## Do the states just above the Fermi level of a platinum slab sit at its surfaces?

I have a five-layer slab of platinum with close-packed (111) faces, and I wanted to know where its lowest empty states live. The calculation adds up all states from the Fermi level to 0.25 eV above it and divides them among the five atomic planes. Plane 1 is the bottom of the slab and plane 5 the top; heights are measured from the top atom.

Ansatz 0.2.0, scalar-relativistic PBE with plane waves and PAW, no spin polarization: five-layer Pt(111) slab, upper three layers relaxed, 420 eV cutoff, 24 × 24 × 1 k mesh, Gaussian smearing of 0.1 eV. Shares are of all states from the Fermi level to 0.25 eV above it, each counted as full; planes run from the bottom up, with heights measured from the top atom.

```
row  plane share  plane formula  plane height (Å)
  1        0.193             Pt            -9.218
  2        0.218             Pt            -6.957
  3        0.195             Pt            -4.651
  4        0.209             Pt            -2.343
  5        0.185             Pt             0.000
```

I had assumed that the surface planes would stand out. Their atoms have lost neighbours, so there should be leftover bonds and surface states near the Fermi level, ready to take up electrons from whatever lands there. Instead the two outer planes have slightly less than their neighbours. Is that a real effect, and does it mean that there are no surface states?

### Answer

Start with the size of the effect. Five planes that shared the states evenly would have 0.2 each, and the typical departure from that is only about 0.01. States that run through the whole slab would give such a pattern, though a sum over many states cannot prove it for each one. Such states are normal for a metal: an electron near the Fermi level moves easily from plane to plane, and a surface reflects it without trapping it.

What remains is a small shortage at the outer planes, whose mean share is 0.189 against 0.214 for the planes next to them. On this window alone I would hesitate to explain it, because the middle plane is nearly as poor. A single computed level can carry about 2% of the states here, and a slab of five layers has standing waves that favour some planes over others. The middle plane's dip may well be such a ripple, for in the windows just below and just above this one the same plane has the largest share of all.

The shortage at the outer planes is more persistent. In three successive windows, from 0.25 eV below the Fermi level to 0.5 eV above it, the two outer planes are the two poorest. The bottom planes were held at bulk positions while the top was allowed to relax, yet both faces show it. So there is something to explain, though it is small.

**Leftover bonds.** Your idea can be put as a simple mixture. Let a fraction $f$ of the states be bound entirely to the two outer planes, and let the rest be spread evenly. The joint share $S$ of the two outer planes is then

$$S = 0.4\,(1-f) + f = 0.4 + 0.6\,f .$$

Any surface state in this mixture pushes $S$ above 0.4. The table has $S = 0.193 + 0.185 = 0.378$, which would need $f \approx -0.04$, a negative number of surface states. As the main feature of this window, the idea fails. A few surface states could still be present if the other states avoid the surface more strongly than the mixture allows.

**A narrower band.** The better candidate begins with the same missing neighbours but follows what they do to the band as a whole. Platinum's d orbitals form a band because each atom is coupled to its neighbours, and the more neighbours there are, the further the levels are spread. An atom inside the crystal has 12 nearest neighbours and one on this face has 9. Its share of the band is therefore squeezed into a smaller range of energy: it has more states in the body of the band and fewer at the far edges.

At first sight the neighbouring windows fit this picture. Between 0.5 and 0.25 eV below the Fermi level, the outer planes hold almost half of all states. In the next window up, the inner planes rise steeply to a peak while the outer ones hardly change, so the outer share drops to 0.36. Above the Fermi level the number of states falls quickly on every plane, as it should near the top of the d band. Just below the Fermi level the outer planes thus look poor because the inner ones have a peak there that the surface shares only weakly. The shortage in our window may come from the upper side of the same peak, but windows this wide cannot show how far it reaches. That these are d states is my inference from the known electronic structure of platinum, since the states were not sorted by orbital.

How far does the idea carry in numbers? In the simplest theory of a d band, its width grows as the square root of the number of neighbours, so the surface band is narrower by a factor $r = \sqrt{9/12} = 0.87$. If the squeeze is centred on the Fermi level, which keeps the filling of the band unchanged, an outer plane has as many states up to 0.25 eV as an inner plane has up to $0.25/r = 0.289$ eV.

The inner planes average 1.64 states per eV in our window and 0.85 in the next one. The estimate for one outer plane is therefore

$$0.25 \times 1.64 + 0.039 \times 0.85 \approx 0.443$$

states, against 0.410 for an inner plane. With two outer and three inner planes,

$$S = \frac{2 \times 0.443}{2 \times 0.443 + 3 \times 0.410} \approx 0.42 .$$

This is a small surplus, where the calculation has a small shortage. The squeeze alone, with the filling kept, gets the sign wrong.

The other extreme is to squeeze the band about its own centre, which I take to lie roughly 2.3 eV below the Fermi level. The upper edge is then pulled down much further, and the outer share falls to 0.21, far below the computed 0.38. The computed share lies between the two extremes. A real surface adjusts its potential so that its atoms stay nearly neutral, and this largely undoes the downward pull on the edge.

The balance is delicate. Starting from the first extreme, lowering the surface band by only about 0.08 eV reproduces the share in our window. That value was adjusted to this one share, so the agreement there is no evidence, and it should not be read as a measured level shift. Within this model, though, a change smaller than the window itself decides whether the surface looks rich or poor. Spin-orbit coupling, which was left out, splits the d levels of platinum by more than the width of this window, so the exact energies at which the shares change over could move.

A fairer test is to leave the shift alone and look at the next two windows, where the states on the outer planes played no part in choosing it. From 0.25 to 0.5 eV the model gives an outer share of 0.33, and the calculation has 0.38: a shortage in both, but too strong in the model. From 0.5 to 1 eV the model gives 0.42 and the calculation 0.52: a surplus in both, but much too weak in the model. The direction is right in both and the size wrong, and the first of the two shares comes out closer if the shift is left out altogether. So the test gives the shift no support. The second agreement counts for little, because the density of states is low and fairly flat there, and squeezing any flat density packs its states more closely. The printed output after this text has these numbers together with the states on each plane.

The window just below the Fermi level goes against the model. Worked out in the same way, the same shift gives an outer share of about 0.41 there, a small surplus, where the calculation has 0.36, a clear shortage. A squeezed copy of the inner band keeps its peak, while the computed surface planes show that peak only weakly. A change of width and position alone is therefore not enough: the surface band also differs in shape.

The window from 0.5 to 1 eV above the Fermi level is where your surface states may be hiding. Each outer plane there has more than one and a half times as many states as an inner one. In the simple mixture above, this would correspond to a fifth of the states being bound to the surfaces. Part of the surplus may come from the narrowing instead, so the fifth is only a rough guide. The run also carries a warning that its highest levels are loosely converged, which would affect this window sooner than the lower ones. States of this kind fade over a few planes into the metal, and a slab of five layers is too thin to follow that decay cleanly.

So the shortage you found does not mean that platinum has no surface states. It means that in this window any such states are outweighed by others. The most plausible reason for the slight deficit is that the missing neighbours change the d band of the surface atoms, in shape as well as in width, but the numbers here do not prove it. The shares also describe the slab itself: they do not tell you how far the states reach out towards an arriving molecule.

When you look for surface states in such a table, compare the outer planes with the even share in several neighbouring windows before you decide. A surplus that appears in one window and turns into a shortage in the next may come from the shape of the band alone, but a surface state in a narrow range of energy can look the same. To separate a true surface state from a narrowed band, follow individual levels in a thicker slab and see whether their weight dies away towards the middle.

The analysis program printed:

```
States per eV on each plane by window:
  row  -0.5 to -0.25 eV  -0.25 to 0 eV  0 to 0.25 eV  0.25 to 0.5 eV  0.5 to 1 eV
    1             1.758          2.042         1.528          0.7748       0.4829
    2             1.335          2.303         1.726          0.8133       0.2946
    3             1.063          2.401         1.544          0.8645       0.3155
    4             1.382          2.228         1.655          0.8592       0.2994
    5             1.936          1.916         1.465          0.7854       0.5037
Joint share of the two outer planes in this window (even spread gives 0.4): 0.378
Mean share of the outer planes: 0.189
Mean share of their neighbours: 0.2135
Neighbours less outer planes in mean share: 0.0245
Root mean square miss of the even spread: 0.01187
Largest part of the window carried by one irreducible level in percent: 2.105
Joint outer share from -0.5 to -0.25 eV: 0.4944
Joint outer share from -0.25 to 0 eV: 0.3635
Joint outer share from 0.25 to 0.5 eV: 0.3808
Joint outer share from 0.5 to 1 eV: 0.5204
Surface-state fraction needed over an even background in this window: -0.03667
Surface-state fraction needed over an even background from 0.5 to 1 eV: 0.2007
Joint outer share if the band narrows about the Fermi level: 0.4185
Joint outer share if the band narrows about a fixed centre 2.3 eV below: 0.2121
Downward shift in eV that matches this window after narrowing about the Fermi level: 0.07509
Same shift: predicted joint outer share from 0.25 to 0.5 eV: 0.3285
Same shift: predicted joint outer share from 0.5 to 1 eV: 0.4227
```
